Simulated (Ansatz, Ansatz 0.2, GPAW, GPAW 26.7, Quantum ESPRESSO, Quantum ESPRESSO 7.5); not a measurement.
# Work function of Ni(100): PBE slabs, numerical checks and the choice of functional

## Experiment

The reference is a work function of 5.17 eV for the clean (100) face of nickel, tabulated in "Anisotropic work function of elemental crystals" (2019, arXiv:1902.07811). It is an experimental value compiled there from earlier work; the method, the temperature and the preparation of the surface are not given with the value. That matters because photoemission, the photoelectric threshold and contact-potential methods do not weigh steps, patches and residual adsorbates in the same way. The number is therefore a second-hand reference for a nominally clean face. The layer spacings and the surface energy are not compared with experiment here.

| compared with | measured | method |
| --- | --- | --- |
| work function of the clean Ni(100) face (eV) | 5.17 | compiled from earlier experiments; the method is not given with the … |

Conditions are those given with the value in the passage it was taken from; "not stated" means there, and the paper may say more elsewhere. The values are a selection: others may have been left out beforehand as unlike or outlying.

## Plan

The aim is the work function of Ni(100) within 0.3 eV of the tabulated value. That is about the error usually expected of a semilocal functional for a transition-metal surface, and different faces of one metal can differ by a similar amount, so a larger miss would make the result of little use for telling faces apart.

I take PBE in plane waves on a symmetric slab of eight layers, with the outer layers relaxed and the middle held at the handbook lattice constant. Small atomic-orbital bases are skipped: they describe the tail of the density outside the surface poorly, and the surface dipole depends on that tail. Very thin slabs are skipped because their two faces still influence each other.

The model is an ideal, static 1×1 termination, spin-polarised because nickel is a ferromagnet. Thermal and zero-point motion should shift the work function by no more than a few hundredths of an eV. The relaxed slab comes first, with a test of the k-point mesh; cutoff, potentials and a neighbouring functional follow.

System: clean Ni(100) surface; fcc Ni, a = 3.52 A (handbook value rounded to two decimals); symmetric slab of 8 layers, 16 A of vacuum.

## 1. Relaxed slab and k-point mesh

The relaxed PBE slab is the level on which I mean to judge. Beside it I run the bulk-cut slab at the same settings, which isolates the effect of relaxation, and the same bulk-cut slab on a 26×26 mesh, since the Fermi level of a d-band metal is sensitive to sampling. I expect a slight inward movement of the first layer, and changes in the work function of a few hundredths of an eV from either source.

**Run 1.** Ansatz 0.2: PBE, relaxed with the middle layers fixed at the handbook lattice constant; 8 layers, 16 A vacuum, 14x14 mesh, default cutoff, MP smearing 0.1 eV.

Key lines of the input:
```
crystal:
  lattice:
    - [2.4890158698, 0.0, 0.0]
    - [0.0, 2.4890158698, 0.0]
    - [0.0, 0.0, 28.32]
  atoms:
    - { symbol: Ni, position: [0.0, 0.0, 0.2824858757], spin: 0.7 }
    - { symbol: Ni, position: [0.5, 0.5, 0.3446327684], spin: 0.7 }
    # ... 2 more lines ...
    - { symbol: Ni, position: [0.0, 0.0, 0.5310734463], spin: 0.7 }
    - { symbol: Ni, position: [0.5, 0.5, 0.593220339], spin: 0.7 }
    - { symbol: Ni, position: [0.0, 0.0, 0.6553672316], spin: 0.7 }
    - { symbol: Ni, position: [0.5, 0.5, 0.7175141243], spin: 0.7 }
magnetization:
  spin_polarized: true
hamiltonian:
  xc: pbe
kpoints:
  mp_grid: { grid: [14, 14, 1] }
scf:
  occupations: { method: methfessel_paxton, width: 0.1 }
  convergence: { dr2_threshold: 1.0e-09 }
efield:
  axis: 3
  dipole_correction: true
relax:
  f_tol: 0.01
  max_steps: 40
  constraints: [{ sites: [3, 4] }]
# cutoff taken by the program: 420 eV
```

Command:
```
ansatz run input.yaml --threads 4 --pin off --max-ram 8192MiB --backend cpu --events-out ev --progress --plain --runs-dir out
```

Selected lines of the output:
```
Magnetization: 5.1498 μB (74.5749 up, 69.4251 down)
Work function:   Φ+ = 4.9087 eV   Φ− = 4.9086 eV
```

Converged; 4.6 min on 4 cores of Arm Neoverse V2, shared host. Warnings: published_levels_not_confirmed (in short: Re-solved in the output density's potential, some published eigenvalues moved beyond their bar, were not read, or were not checked at all; their self-consistency is uncertain, published values unchanged); xc_potential_rough_in_thin_density (in short: The exchange-correlation potential varies sharply where the density is thin, so no vacuum level should be read from v_tot or v_xc; the notice says which field, if any, gives one).

**Run 2.** Ansatz 0.2: PBE, bulk-cut slab at the handbook lattice constant; 8 layers, 16 A vacuum, 14x14 mesh, default cutoff, MP smearing 0.1 eV.

Key lines of the input, as changed from run 1:
```diff
- relax:
-   f_tol: 0.01
-   max_steps: 40
-   constraints: [{ sites: [3, 4] }]
```

Selected lines of the output:
```
spin=Collinear: LDOS preconditioning applied to the charge; magnetization (m = ρ↑ − ρ↓) channel mixes plain (no charge-response kernel on spin).
SCF 1 converged in 48 iterations: F = -46715.993789 eV  dr2 = 1.26e-10
SCF converged after 48 iterations
Magnetization: 5.1542 μB (74.5771 up, 69.4229 down)
Free energy (F): -46715.993789 eV
Fermi energy:    6.601731 eV
Dipole field:    D = -0.000008 V/Å  (p = -0.000007 e·Å, saw-weighted, corrected)
Work function:   Φ+ = 4.9165 eV   Φ− = 4.9163 eV
```

Converged; 2.1 min on the same hardware. Warnings: stability_check_not_made (in short: The check of whether a lower-energy state lies beside the converged one was not made, or read nothing reliable, so this state is unconfirmed); xc_potential_rough_in_thin_density.

**Run 3.** Ansatz 0.2: PBE, bulk-cut slab, with 26x26 mesh (base case: bulk-cut slab at the handbook lattice constant; 8 layers, 16 A vacuum, 14x14 mesh, default cutoff, MP smearing 0.1 eV).

Key lines of the input, as changed from run 2:
```diff
  kpoints:
-   mp_grid: { grid: [14, 14, 1] }
+   mp_grid: { grid: [26, 26, 1] }
```

Selected lines of the output:
```
spin=Collinear: LDOS preconditioning applied to the charge; magnetization (m = ρ↑ − ρ↓) channel mixes plain (no charge-response kernel on spin).
SCF 1 converged in 40 iterations: F = -46716.003107 eV  dr2 = 4.33e-10
SCF converged after 40 iterations
Magnetization: 5.3542 μB (74.6771 up, 69.3229 down)
Free energy (F): -46716.003107 eV
Fermi energy:    6.598920 eV
Dipole field:    D = -0.000017 V/Å  (p = -0.000016 e·Å, saw-weighted, corrected)
Work function:   Φ+ = 4.9211 eV   Φ− = 4.9207 eV
```

Converged; 7.2 min on 4 cores of Arm Neoverse V1, shared host. Warnings: stability_check_not_made; xc_potential_rough_in_thin_density.

| quantity | run 1 | run 2 | run 3 | measured |
| --- | --- | --- | --- | --- |
| work function of the clean Ni(100) face (eV) | 4.909 | 4.916 | 4.921 | 5.17 |
| change of the first interlayer spacing from the bulk spacing (%) | −3.95 | – | – |  |
| change of the second interlayer spacing from the bulk spacing (%) | 0.483 | – | – |  |
| lattice constant a used for the slab (Å) | 3.520 | 3.520 | 3.520 |  |

The relaxed slab gives 4.909 eV, which is 0.261 eV below the tabulated value and inside the 0.3 eV target by a narrow margin. Relaxation lowers the work function by less than 0.01 eV, although the first spacing contracts by 3.95 %, more than the slight movement I had expected. The denser mesh raises the bulk-cut value by 0.005 eV. Neither geometry nor sampling on this scale accounts for the distance from experiment.

The relaxed slab carries 5.15 μB over eight atoms, so ferromagnetism is included and is not a missing correction.

The warnings leave two reservations. For the relaxed slab, the self-consistency of some published eigenvalues is uncertain; for the two bulk-cut slabs, the check for a lower-energy state nearby was not made or read nothing reliable, so those states are unconfirmed. The third warning, common to all three, is against reading a vacuum level from the total or exchange-correlation potential. An independent program is the useful test of the work function itself.

## 2. Cutoff, independent potentials and LDA

With so thin a margin, the basis and the potentials need checking before I judge. I raise the cutoff to 600 eV on the bulk-cut slab, and repeat PBE on the relaxed geometry in Quantum ESPRESSO with PseudoDojo norm-conserving potentials. I expect both to stay within a few hundredths of an eV of their PBE counterparts. For scale I add LDA, relaxed under the same constraint; it usually gives higher work functions than PBE, by roughly 0.3 eV, which would bring it close to the tabulated value.

**Run 4.** Ansatz 0.2: PBE, bulk-cut slab, with 600 eV cutoff (base case: bulk-cut slab at the handbook lattice constant; 8 layers, 16 A vacuum, 14x14 mesh, default cutoff, MP smearing 0.1 eV).

Key lines of the input, as changed from run 2:
```diff
- # cutoff taken by the program: 420 eV
+ basis:
+   ecutwfc: "600 eV"
```

Selected lines of the output:
```
Work function:   Φ+ = 4.9159 eV   Φ− = 4.9159 eV
```

Converged; 2.8 min on the same hardware. Warnings: stability_check_not_made; xc_potential_rough_in_thin_density.

**Run 5.** Quantum ESPRESSO 7.5: PBE, PseudoDojo norm-conserving pseudopotentials, on the PBE-relaxed geometry; 8 layers, 16 A vacuum, 14x14 mesh, cold smearing 0.02 Ry.

Key lines of the input:
```
&control
  calculation = 'scf'
/
&system
  ibrav = 0
  nat = 8
  ntyp = 1
  ecutwfc = 90
  ecutrho = 360
  occupations = 'smearing'
  smearing = 'mv'
  degauss = 0.02
  nspin = 2
  starting_magnetization(1) = 0.12
/
&electrons
  conv_thr = 1e-07
  mixing_beta = 0.4
  electron_maxstep = 120
  mixing_mode = 'local-TF'
/
ATOMIC_SPECIES
  Ni  58.6934  Ni.dojo-sr-pbe-0.4.1-standard.upf
CELL_PARAMETERS angstrom
  2.48901586980000 0.00000000000000 0.00000000000000
  0.00000000000000 2.48901586980000 0.00000000000000
  0.00000000000000 0.00000000000000 28.32000000000000
ATOMIC_POSITIONS crystal
  Ni  -0.000000000000 0.000000000000 0.284749591906
  Ni  0.500000000000 0.500000000000 0.344441597663
  ... 2 more lines ...
  Ni  0.000000000000 0.000000000000 0.531073446300
  Ni  0.500000000000 0.500000000000 0.593111468319
  Ni  -0.000000000000 0.000000000000 0.655558314361
  Ni  0.500000000000 0.500000000000 0.715250263647
K_POINTS automatic
  14 14 1 0 0 0
```

Command:
```
OMP_NUM_THREADS=1 mpirun -n 2 pw.x -nk 2 -in calc.in > calc.out
```

Selected lines of the output and, marked #, of the analysis:
```
     total magnetization       =     5.45 Bohr mag/cell
# read off the planar mean of calc.pot.dat: phi_plus = 4.8931 eV
```

Converged; 14 min on 2 cores of Intel Xeon 6975P-C (Granite Rapids), shared host.

**Run 6.** Ansatz 0.2: LDA, relaxed with the middle layers fixed at the handbook lattice constant; 8 layers, 16 A vacuum, 14x14 mesh, default cutoff, MP smearing 0.1 eV.

Key lines of the input, as changed from run 1:
```diff
  hamiltonian:
-   xc: pbe
+   xc: lda
```

Selected lines of the output:
```
Work function:   Φ+ = 5.2794 eV   Φ− = 5.2789 eV
```

Converged; 6.4 min on 4 cores of Arm Neoverse V2, shared host. Warnings: xc_potential_rough_in_thin_density.

Known limit of this kind of run: sound for the work function; the slab is held at the handbook lattice constant, and this functional's own constant was not determined.

| quantity | run 4 | run 5 | run 6 | measured |
| --- | --- | --- | --- | --- |
| work function of the clean Ni(100) face (eV) | 4.916 | 4.893 | 5.279 | 5.17 |
| change of the first interlayer spacing from the bulk spacing (%) | – | – | −10.08 |  |
| change of the second interlayer spacing from the bulk spacing (%) | – | – | −5.268 |  |
| lattice constant a used for the slab (Å) | 3.520 | 3.520 | 3.520 |  |

Raising the cutoff to 600 eV changes the bulk-cut PBE work function by less than 0.001 eV. Quantum ESPRESSO, with different potentials and a different smearing, gives 4.893 eV on the relaxed geometry, 0.016 eV below the first program. Its total moment is somewhat larger, 5.45 against 5.15 μB, but the work function hardly responds to the combined change. The PBE value is thus supported by a second program, and the distance from the tabulated value remains, at 0.277 eV there. Both programs pass narrowly.

LDA gives 5.279 eV, 0.109 eV above the reference and about 0.37 eV above relaxed PBE, a little more than the difference I had expected. The LDA geometry calls for caution: the first spacing contracts by 10.08 % and the second by 5.268 %. LDA usually prefers a smaller lattice constant for nickel, so holding the slab at the handbook value stretches it in the plane and favours contraction along the normal. I take these spacings as largely a product of that constraint, though LDA's own lattice constant is not shown in this report. The difference from PBE therefore contains a change of geometry as well as of functional, and the closer agreement of LDA with one second-hand value does not establish it as the better description of this surface.

## 3. Slab thickness

The PBE result passes narrowly, and its dependence on slab thickness is still open. I repeat the bulk-cut calculation with twelve layers at otherwise unchanged settings, to compare with the eight-layer bulk-cut slab. Work functions of thin metal films can oscillate with thickness; at eight layers I expect a remaining change of a few hundredths of an eV, comparable with the margin to the target.

**Run 7.** Ansatz 0.2: PBE, bulk-cut slab, with 12 layers (base case: bulk-cut slab at the handbook lattice constant; 8 layers, 16 A vacuum, 14x14 mesh, default cutoff, MP smearing 0.1 eV).

Key lines of the input:
```
crystal:
  lattice:
    - [2.4890158698, 0.0, 0.0]
    - [0.0, 2.4890158698, 0.0]
    - [0.0, 0.0, 35.36]
  atoms:
    - { symbol: Ni, position: [0.0, 0.0, 0.2262443439], spin: 0.7 }
    - { symbol: Ni, position: [0.5, 0.5, 0.2760180995], spin: 0.7 }
    # ... 6 more lines ...
    - { symbol: Ni, position: [0.0, 0.0, 0.6244343891], spin: 0.7 }
    - { symbol: Ni, position: [0.5, 0.5, 0.6742081448], spin: 0.7 }
    - { symbol: Ni, position: [0.0, 0.0, 0.7239819005], spin: 0.7 }
    - { symbol: Ni, position: [0.5, 0.5, 0.7737556561], spin: 0.7 }
magnetization:
  spin_polarized: true
hamiltonian:
  xc: pbe
kpoints:
  mp_grid: { grid: [14, 14, 1] }
scf:
  occupations: { method: methfessel_paxton, width: 0.1 }
  convergence: { dr2_threshold: 1.0e-09 }
efield:
  axis: 3
  dipole_correction: true
# cutoff taken by the program: 420 eV
```

Selected lines of the output:
```
Work function:   Φ+ = 4.9216 eV   Φ− = 4.9217 eV
```

Converged; 5.6 min on the same hardware. Warnings: stability_check_not_made; xc_potential_rough_in_thin_density.

| quantity | run 7 | measured | deviation |
| --- | --- | --- | --- |
| work function of the clean Ni(100) face (eV) | 4.922 | 5.17 | −0.248 |
| lattice constant a used for the slab (Å) | 3.520 |  |  |

Twelve layers give 4.922 eV, about 0.005 eV above the eight-layer bulk-cut slab by the unrounded output. The change is smaller than I had allowed for and well below the margin to the target, so the eight-layer slab is thick enough for this comparison. The test was made on bulk-cut slabs; a relaxed surface at twelve layers is not shown in this report.

## Summary of runs

| run | settings | work function of the clean Ni(100) face (eV) | deviation | cost |
| --- | --- | --- | --- | --- |
| 1 | Ansatz: PBE, relaxed with the middle layers fixed at the handbook lattice constant, 8 layers, 16 A vacuum, 14x14 mesh, default cutoff, MP smearing 0.1 eV | 4.909 | −0.261 | 18 core-min |
| 2 | Ansatz: PBE, bulk-cut slab at the handbook lattice constant, 8 layers, 16 A vacuum, 14x14 mesh, default cutoff, MP smearing 0.1 eV | 4.916 | −0.254 | 8.5 core-min |
| 3 | Ansatz: PBE, bulk-cut slab | 4.921 | −0.249 | 29 core-min |
| 4 | Ansatz: PBE, bulk-cut slab | 4.916 | −0.254 | 11 core-min |
| 5 | Quantum ESPRESSO: PBE, PseudoDojo norm-conserving pseudopotentials, on the PBE-relaxed geometry, 8 layers, 16 A vacuum, 14x14 mesh, cold smearing 0.02 Ry | 4.893 | −0.277 | 27 core-min |
| 6 | Ansatz: LDA, relaxed with the middle layers fixed at the handbook lattice constant, 8 layers, 16 A vacuum, 14x14 mesh, default cutoff, MP smearing 0.1 eV | 5.279 | +0.109 | 26 core-min |
| 7 | Ansatz: PBE, bulk-cut slab | 4.922 | −0.248 | 23 core-min |
|  | measured | 5.17 |  |  |

Further runs on the same system, made beside this series (convergence steps with loose settings among them):

| further | settings | work function of the clean Ni(100) face (eV) | deviation | cost | status |
| --- | --- | --- | --- | --- | --- |
| F1 | Ansatz: r2SCAN, single point on the PBE-relaxed geometry, 8 layers, 16 A vacuum, 14x14 mesh, default cutoff, MP smearing 0.1 eV | 4.941 | −0.229 | 16 core-min | warnings: stability_check_not_made; xc_potential_rough_in_thin_density |
| F2 | Ansatz: PBEsol, single point on the PBE-relaxed geometry, 8 layers, 16 A vacuum, 14x14 mesh, default cutoff, MP smearing 0.1 eV | 5.022 | −0.148 | 7.5 core-min | warnings: stability_check_not_made; xc_potential_rough_in_thin_density |
| F3 | Ansatz: PBEsol, bulk cell relaxed first, slab built at that lattice constant and its relaxed with the middle layers fixed, 8 layers, 16 A vacuum, 14x14 mesh, default cutoff, MP smearing 0.1 eV | 5.069 | −0.101 | 19 core-min | warnings: published_levels_not_confirmed; stress_scf_threshold_loose (a loose SCF threshold for stresses); xc_potential_rough_in_thin_density |
| F4 | Ansatz: RPBE, single point on the PBE-relaxed geometry, 8 layers, 16 A vacuum, 14x14 mesh, default cutoff, MP smearing 0.1 eV | 4.736 | −0.434 | 6 core-min | warnings: stability_check_not_made; xc_potential_rough_in_thin_density |
| F5 | Ansatz: PBE, bulk cell relaxed first, slab built at that lattice constant and its relaxed with the middle layers fixed, 8 layers, 16 A vacuum, 14x14 mesh, default cutoff, MP smearing 0.1 eV | 4.910 | −0.260 | 18 core-min | warnings: published_levels_not_confirmed; stress_scf_threshold_loose (a loose SCF threshold for stresses); xc_potential_rough_in_thin_density |
| F6 | Ansatz: LDA, bulk-cut slab at the handbook lattice constant, 8 layers, 16 A vacuum, 14x14 mesh, default cutoff, MP smearing 0.1 eV | 5.276 | +0.106 | 9.3 core-min | warnings: stability_check_not_made; xc_potential_rough_in_thin_density |
| F7 | GPAW: PBE, atomic-orbital basis dzp, bulk-cut slab of 8 layers at the handbook lattice constant, 6x6 mesh | 4.918 | −0.252 | 37 core-min |  |
| F8 | Ansatz: LDA, bulk-cut slab at the handbook lattice constant, 4 layers, 6x6 mesh, 250 eV | 5.319 | +0.149 | under 1 core-min | warnings: cutoff_below_recommended (cutoff below the recommended one); stability_check_not_made; vacuum_density_over_bound (the vacuum at the dipole layer isn't empty …; xc_potential_rough_in_thin_density |
| F9 | GPAW: PBE, atomic-orbital basis szp, bulk-cut slab of 8 layers at the handbook lattice constant, 6x6 mesh | 5.197 | +0.027 | 24 core-min |  |
|  | measured | 5.17 |  |  |  |

## Verdict

The relaxed PBE slab gives 4.909 eV, 0.261 eV below the tabulated 5.17 eV: a narrow pass against the 0.3 eV target, for 18 core-minutes. Measured work functions of one face scatter by 0.1 to 0.2 eV, so an equally good measurement could reverse that call.

The computed value is firmer than the comparison. The denser mesh, the higher cutoff and the thicker slab, each tried on the bulk-cut surface, and the Quantum ESPRESSO run on the relaxed one each shift the PBE value by less than 0.02 eV; separate tests of the vacuum width and the smearing width are not shown in this report. Relaxation barely matters for the work function, and neither does using PBE's own lattice constant (F5).

The functional matters far more, from 4.736 eV with RPBE (F4), which misses the target, to 5.279 eV with LDA. The bulk-cut LDA slab (F6) agrees with the relaxed one to 0.003 eV, so LDA's strong contraction does not explain its higher value. PBEsol at its own lattice constant (F3) lies closer to the reference than PBE, but one second-hand value cannot establish it as better.

My objection to small atomic-orbital bases holds for szp (F9), which lies far above the plane-wave value of the same functional, so its near-perfect agreement with the reference must be taken as chance. The larger dzp basis (F7) comes close to the plane-wave result, but with another program and a coarser mesh, so part of that agreement may be fortuitous too.

PBE's usual tendency towards low work functions, by a few tenths of an eV, is the likeliest cause of the remainder. Thermal and zero-point motion should contribute only hundredths. Steps on a real crystal usually lower the work function, so correcting the reference for them would widen the gap; adsorbates could act either way. Without the method and surface preparation behind the tabulated value, I cannot divide the difference between functional and experiment.

[Logs are printed without paths, hosts, clocks, repeated set-up lines and the standing remarks that a program may print on its own settings, such as how far it seeks lower states.]

[The runs shown are a pick from a larger set of finished runs; failed, doubtful and other runs were left out of it ahead of writing. So were measured values far from every level or from commonly accepted values, and agreement can look better than it is. Lines of input and output are excerpts and may be shortened.]
